## One-electron ions: what is left when Hartree-Fock is exact

A single 1s electron around a nucleus of charge $Z$ is bound by $13.6\,Z^2$ eV, about half a keV in C5+ and more than five keV in Ca19+. Relativity adds a fraction $(Z\alpha)^2/4$ of this, where $\alpha \approx 0.0073$ is the fine-structure constant, which means a few parts in ten thousand for carbon and half a per cent for calcium. The motion of the nucleus takes back a few hundredths of an eV over the same range, and quantum electrodynamics (QED) takes back between a tenth and a twentieth of what relativity gave. Electron correlation, the usual fault of Hartree-Fock, is exactly zero. The series therefore isolates everything else that a non-relativistic calculation with a fixed point nucleus omits. The results for the two lightest ions, He+ and Be3+, are withheld: what are their computed ionisation energies, and on which side of the NIST values do they fall?

One-electron ions (1s¹) in non-relativistic Hartree-Fock, averaged over the configuration, with a point nucleus and no QED or recoil terms (B-spline radial code 1, basis-set limit). IE by ΔSCF is the difference of the self-consistent energies before and after ionisation, and the ion's configuration is the one left afterwards. NIST values run from ground level to ground level.

```tsv
species	Z	charge (e)	ion's configuration	IE by ΔSCF (eV)	−ε of the shell that loses the electron (eV)	−ε less IE by ΔSCF (eV)	NIST table (eV)	kind of table value	stated uncertainty (eV)
He+	2	1	bare nucleus	?	?	?	?	?	?
Be3+	4	3	bare nucleus	?	?	?	?	?	?
C5+	6	5	bare nucleus	489.805	489.805	0.000	489.99321	theory	2.2e-07
O7+	8	7	bare nucleus	870.764	870.764	0.000	871.40991	theory	1.2e-06
Ne9+	10	9	bare nucleus	1360.57	1360.57	0.000	1362.1993	theory	4e-06
Al12+	13	12	bare nucleus	2299.36	2299.36	0.000	2304.1404	theory	1.2e-05
P14+	15	14	bare nucleus	3061.28	3061.28	0.000	3069.8421	theory	1.4e-05
Cl16+	17	16	bare nucleus	3932.05	3932.05	0.000	3946.2918	theory	7e-05
Ar17+	18	17	bare nucleus	4408.24	4408.24	0.000	4426.2241	theory	4e-05
Ca19+	20	19	bare nucleus	5442.28	5442.28	0.000	5469.8636	theory	6e-05
```

IE by ΔSCF is the ionisation energy taken as the difference of two self-consistent total energies, that of the bare nucleus less that of the 1s¹ ion. The symbol ε is the orbital energy of the 1s electron, and −ε is the estimate that Koopmans' theorem gives for the IE. The NIST values of the known rows are all of the kind "theory": they are calculations that include relativity, recoil and QED, and their stated uncertainties are those of that theory. No comparison with a direct measurement is made here.

### The computed columns

With one electron the Hartree-Fock equation is the Schrödinger equation of a hydrogen-like ion. The Coulomb integral of the 1s charge cloud with itself is large, 102.04 eV in C5+ according to the same calculation, but the exchange term cancels it identically. The energy parts of that run show it: kinetic energy +18 hartree and nuclear attraction −36 hartree add up to the whole total of −18 hartree. The total is $-Z^2/2$ hartree on each known row, so that $\mathrm{IE} = Z^2\,\mathrm{Ry}$, with $\mathrm{Ry} = 489.805/36 = 13.6057$ eV read off from C5+. All eight known rows follow this law to the last printed digit. There is no screening to fit, and the mean radius shrinks as $1.5/Z$ bohr, from 0.25 bohr in C5+ to 0.075 bohr in Ca19+.

The zeros in the column "−ε less IE by ΔSCF" are an identity. In a many-electron atom this difference measures how much the remaining electrons relax when one is removed. Here none remain, the bare nucleus has no electronic energy, and ε is itself the total energy. The column says nothing about the quality of Koopmans' theorem elsewhere. The average over the configuration is harmless too, since 1s¹ has the single level ${}^2S_{1/2}$.

### The gap to the NIST values

Let the gap be the NIST value less $Z^2\,\mathrm{Ry}$. The exact $Z^2\,\mathrm{Ry}$ is used in place of the printed IE, which is rounded to ±0.005 eV from Ne9+ onwards. The gap is positive on all known rows and rises steadily from 0.188 eV (0.038 % of the IE) in C5+ to 27.59 eV (0.51 %) in Ca19+, far beyond both the rounding and the stated uncertainties. A power law $Z^p$ fitted to it has $p = 4.13$ and reproduces each known gap within 2.8 % of its value. The exponent drifts, however, from 4.28 between C5+ and O7+ to 4.06 between Ar17+ and Ca19+. These are facts of the table. The columns do not split the gap into causes; the split that follows is standard theory.

The largest term is relativistic. The Dirac equation binds a 1s electron by $mc^2[1-\sqrt{1-(Z\alpha)^2}]$, with $m$ the electron mass, and the expansion runs

$$mc^2\left[\tfrac12 (Z\alpha)^2+\tfrac18 (Z\alpha)^4+\dots\right].$$

The first term is $Z^2\,\mathrm{Ry}$; the rest is the Dirac shift, which starts at $Z^4\alpha^2/8$ hartree and raises the IE. The physical scale is the speed of the electron, of order $Z\alpha c$. Two opposed effects make up the leading term. The Darwin term smears the electron over a Compton wavelength, weakens the attraction at the nucleus and, taken alone, would lower the IE: it amounts to 0.939 eV in C5+ in the same calculation. The mass-velocity term, by theory five quarters of the Darwin term for a hydrogenic 1s state, has the opposite sign. The net extra binding is one quarter of the Darwin value, 0.235 eV. A Darwin correction added by itself would thus move the IE the wrong way, by four times the size of the true shift.

The Dirac shift alone is too large on every known row, by a factor 1.25 relative to the gap in C5+ and 1.06 in Ca19+. Something lowers the true IE, and it matters most at low $Z$.

The first such effect is recoil. Nucleus and electron both move about their centre of mass, which replaces $m$ by the reduced mass and lowers the IE by $Z^2\,\mathrm{Ry}\cdot m/(M+m)$, where $M$ is the nuclear mass. With $M \approx A$ atomic mass units (u), $A$ being the mass number of the commonest isotope, this has no free parameter; that NIST refers to this isotope is an assumption. Since $A$ is close to $2Z$, the term $Z^2/A$ grows roughly as $Z$ alone, from 0.022 eV in C5+ to 0.075 eV in Ca19+. Ar17+ is the exception to the steady rise, because $A = 40$ makes its recoil slightly smaller than that of Cl16+ with $A = 35$.

What is left after the Dirac shift and the recoil is negative on all known rows, −0.024 eV in C5+ and −1.63 eV in Ca19+. Theory identifies it mainly with the Lamb shift: the electron interacts with the fluctuating radiation field, samples the nuclear potential over a small volume and is bound less tightly. The conventional form is

$$\text{remainder} = -\frac{\alpha}{\pi}(Z\alpha)^4 mc^2\,F,\qquad F=\tfrac43\ln\frac{1}{(Z\alpha)^2}+c_0+c_1 Z\alpha .$$

The values of $F$ that the table demands fall smoothly from 5.58 to 3.03 along the known rows, as a logarithm of this kind requires. Its coefficient $4/3$ comes from theory. The constants $c_0$ and $c_1$ were fitted to the eight known rows, C5+ to Ca19+; they trade against each other, absorb the finite size of the nucleus and higher orders, and carry no separate meaning.

This also accounts for the exponent above four. Both negative terms grow more slowly than $Z^4$, recoil because it goes roughly as $Z$ and the Lamb term because $F$ falls, so they eat a larger share of the Dirac shift at low $Z$ and steepen the curve there. At the heavy end the higher orders of the Dirac shift, which make it grow slightly faster than $Z^4$, add to the small excess that remains.

The three-term model matches the gap to 0.00005 eV in C5+ and to 0.006 eV in Ca19+, the worst row in absolute terms. The latter is only 0.02 % of the gap but about a hundred times the rounding of the NIST value, and the residuals change sign in a systematic way, so the form of $F$ is incomplete. Nuclear size, of order $10^{-2}$ eV in calcium and $10^{-5}$ to $10^{-4}$ eV in carbon by a crude estimate, could contribute, as could higher powers of $Z\alpha$; which of them does is a guess. The printed output after this text lists the parts and residuals row by row.

### Predictions for He+ and Be3+

The computed columns follow from the $Z^2$ law: $4\,\mathrm{Ry} \approx 54.423$ eV for He+ and $16\,\mathrm{Ry} \approx 217.691$ eV for Be3+, to rounding, with −ε identical and the difference 0.000.

The gap needs more care, since a term in $Z^4$ and a term in $Z$ must cross. Setting $Z^4\alpha^2/8 = (Z^2/2)\,(m/M)$ with $M = 2Z$ u gives $Z^3 = 2(m/\mathrm{u})/\alpha^2$, or $Z = 2.74$, and the Lamb term pushes the zero of the gap somewhat higher. He+ lies below the crossing and Be3+ above it.

The estimate for He+, which was not part of the fit, can be worked by scaling from C5+, which was. The ratio of charges is 3, and $3^4 = 81$.

- Dirac shift: $0.2350/81 = +0.00290$ eV.
- Recoil, scaling as $Z^2/A$: $-0.0224\times(4/36)\times(12/4) = -0.00747$ eV.
- Lamb term: the prefactor of $F$ is $0.0243/5.576 = 0.00436$ eV in C5+ and $0.00436/81 = 5.4\times10^{-5}$ eV in He+. The logarithm raises $F$ by $\tfrac43\cdot 2\ln 3 = 2.93$, and the linear term, with the fitted $c_1 = 6.51$, lowers it by $6.51\times4\times0.0073 = 0.19$, so $F \approx 5.58+2.93-0.19 = 8.32$ and the term is $-0.00045$ eV.

The sum is about −0.0050 eV. The forecast for He+ is therefore a reversal of sign: the computed IE lies above the NIST value, with a gap between −0.0055 and −0.0045 eV. For Be3+ ($A = 9$) the same terms are +0.0464, −0.0133 and −0.0057 eV, and the forecast is a gap that stays positive, between +0.026 and +0.029 eV, well below the Dirac shift of about 0.046 eV.

Carried through without rounding, the model gives $-0.005013 \pm 0.000041$ eV for He+ and $+0.02746 \pm 0.00019$ eV for Be3+. These bars are not statistical. They add the spread among three forms of $F$ (the one above, one with a further quadratic term, one with a free coefficient of the logarithm), 0.2 % of the recoil term for the rough nuclear mass, and the rounding of the NIST value. As a trial, the same recipe fitted to Ne9+ and heavier rows predicts the gaps of C5+ and O7+ with misses of −0.00013 and −0.00019 eV, against bars of 0.0008 and 0.0011 eV.

Two simpler descriptions make different predictions. The Dirac shift alone and the power law (+0.0021 eV for He+, +0.036 eV for Be3+) are positive at any $Z$. If the reasoning above holds, both get the sign wrong at He+ and overshoot at Be3+.

The withheld rows as computed:

```tsv
species	Z	charge (e)	ion's configuration	IE by ΔSCF (eV)	−ε of the shell that loses the electron (eV)	−ε less IE by ΔSCF (eV)	NIST table (eV)	kind of table value	stated uncertainty (eV)
He+	2	1	bare nucleus	54.4228	54.4228	0.000	54.417766	theory	1e-09
Be3+	4	3	bare nucleus	217.691	217.691	0.000	217.71858	theory	1e-07
```

### Hits and misses

The computed IEs, 54.4228 and 217.691 eV, agree with $Z^2\,\mathrm{Ry}$ within their rounding, and the difference to −ε is zero. This confirms that the radial basis is converged to the printed digits, and nothing more, because the law is the exact solution of the equation solved.

The gaps are −0.005006 eV for He+ and +0.027490 eV for Be3+, both inside the forecast ranges, and the sign does reverse. For He+ the non-relativistic, fixed-nucleus value overestimates the IE. The two hits are of different kinds. In He+ the parameter-free terms give $0.002898-0.007463 = -0.004565$ eV, so sign and rough size owe nothing to the fit, and the Lamb term supplies the last tenth. In Be3+ they give $0.046389-0.013268 = +0.033121$ eV, outside the forecast range, and the extrapolated Lamb term was needed to come down into it.

The fine predictions miss by −0.000006 eV (He+) and −0.000033 eV (Be3+), 0.15 and 0.18 of their bars. The misses are small, but they exceed the rounding of the NIST values several times over and share their sign with both trial misses: each extrapolation towards lower $Z$ lowers the IE slightly too much. For He+ the table implies $F = 8.21$ where the fit gave about 8.3. Two causes have the right sign. The fitted line in $Z\alpha$ may overshoot where the true function bends. And the nuclear masses of these two isotopes exceed $A$ u, by roughly 0.04 % and 0.1 % as rough recalled sizes, which would shrink the recoil term by a good part of each miss. The table cannot apportion the two, and $F$ deduced for such light ions inherits the error of the mass. The bars proved five to seven times wider than the misses in all four cases; most of their width is the spread among the three forms of $F$.

The Dirac shift alone misses He+ by +0.0079 eV with the wrong sign, and exceeds the Be3+ gap by 0.0189 eV, 69 % of it. The power law fails more instructively. It held each of eight rows within 2.8 %, yet it too has the wrong sign at He+ and lies 0.0088 eV, or 32 % of the gap, too high at Be3+, only two units of $Z$ below the fitted range. A single power cannot represent a difference of terms that scale differently, and the drift of the local exponent was the visible warning.

The agreement of the three-term model has a limit of its own. Both revealed NIST values are again theory, built from the same Dirac, recoil and QED terms in fuller form. The match shows that three simple terms capture that theory to within a few $10^{-5}$ eV for these two ions; it is not independent evidence for the physics.

The scaling indicates what neighbouring one-electron ions should do. Hydrogen, with the lightest nucleus and the smallest $Z\alpha$, is dominated by recoil, so a fixed-nucleus IE is too high there as well. Li2+ sits close to the crossing, where a non-relativistic value comes out near the true one because the Dirac shift and the recoil, each larger than the gap itself, largely cancel; such agreement is no sign that relativity and recoil are negligible. From C5+ to Ca19+ the order of importance is Dirac shift, Lamb term, recoil, with the last two nearly equal at carbon; in Be3+ recoil has overtaken the Lamb term, and in He+ it is the largest of the three.

Numerical output:

```
Known rows: ion, IE-Z^2Ry (eV), rounding floor (eV), diff (eV), gap=NIST-Z^2Ry (eV), gap/IE %
C5+    +0.0000 0.0005 0.000 0.1883 0.0384
O7+    -0.0004 0.0005 0.000 0.6456 0.0741
Ne9+   +0.0007 0.0050 0.000 1.6300 0.1198
Al12+  -0.0021 0.0050 0.000 4.7783 0.2078
P14+   -0.0010 0.0050 0.000 8.5611 0.2797
Cl16+  +0.0047 0.0050 0.000 14.2465 0.3623
Ar17+  -0.0046 0.0050 0.000 17.9795 0.4079
Ca19+  +0.0028 0.0050 0.000 27.5864 0.5069
Parts (eV): ion, Dirac, -recoil, remainder, F, Dirac/gap, model-gap
C5+    +0.2350 -0.0224 -0.0243 5.576 1.248 -0.00005
O7+    +0.7432 -0.0299 -0.0678 4.916 1.151 +0.00001
Ne9+   +1.8161 -0.0373 -0.1488 4.422 1.114 +0.00022
Al12+  +5.1967 -0.0467 -0.3717 3.866 1.088 +0.00078
P14+   +9.2251 -0.0542 -0.6098 3.578 1.078 +0.00112
Cl16+  +15.2457 -0.0616 -0.9376 3.335 1.070 +0.00059
Ar17+  +19.1802 -0.0605 -1.1402 3.227 1.067 -0.00049
Ca19+  +29.2937 -0.0746 -1.6327 3.032 1.062 -0.00575
F=(4/3)ln(Za)^-2+c0+c1*Za: c0=-3.04 c1=6.51; worst Ca19+ -0.00575 eV; NIST rounding 5e-05 eV
Power law: exponent 4.131, worst rel. error 2.8 %
Local exponent C5+-O7+ 4.28, Ar17+-Ca19+ 4.06
Z=6: Darwin 0.939 eV, quarter 0.235 eV, Z^4 a^2/8 0.235 eV
Z=20: Darwin 115.923 eV, quarter 28.981 eV, Z^4 a^2/8 28.981 eV
Nuclear size, order of magnitude: C5+ 4e-05 eV, Ca19+ 1e-02 eV
Leading Dirac = recoil for A=2Z at Z = 2.74
Back-test from heavier rows C5+: gap 0.18813 +- 0.00080, miss -0.00013 eV
Back-test from heavier rows O7+: gap 0.64536 +- 0.00110, miss -0.00019 eV
--- withheld He+ (eV)
IE pred 54.42277 +- 0.00005; computed 54.4228, miss -0.00003; -eps 54.4228, diff 0.000
parts: Dirac +0.002898, recoil -0.007463, Lamb-type -0.000448
gap pred -0.005013 +- 0.000041; actual -0.005006, miss -0.000006 (0.15 bars)
NIST pred 54.417760; table 54.417766 (theory, unc 1e-09); F actual 8.21
rivals: Dirac only miss +0.00790; power law +0.00207, miss +0.00708
--- withheld Be3+ (eV)
IE pred 217.69109 +- 0.00050; computed 217.691, miss +0.00009; -eps 217.691, diff 0.000
parts: Dirac +0.046389, recoil -0.013268, Lamb-type -0.005664
gap pred +0.027457 +- 0.000190; actual +0.027490, miss -0.000033 (0.18 bars)
NIST pred 217.718547; table 217.71858 (theory, unc 1e-07); F actual 6.53
rivals: Dirac only miss +0.01890; power law +0.03627, miss +0.00878
```
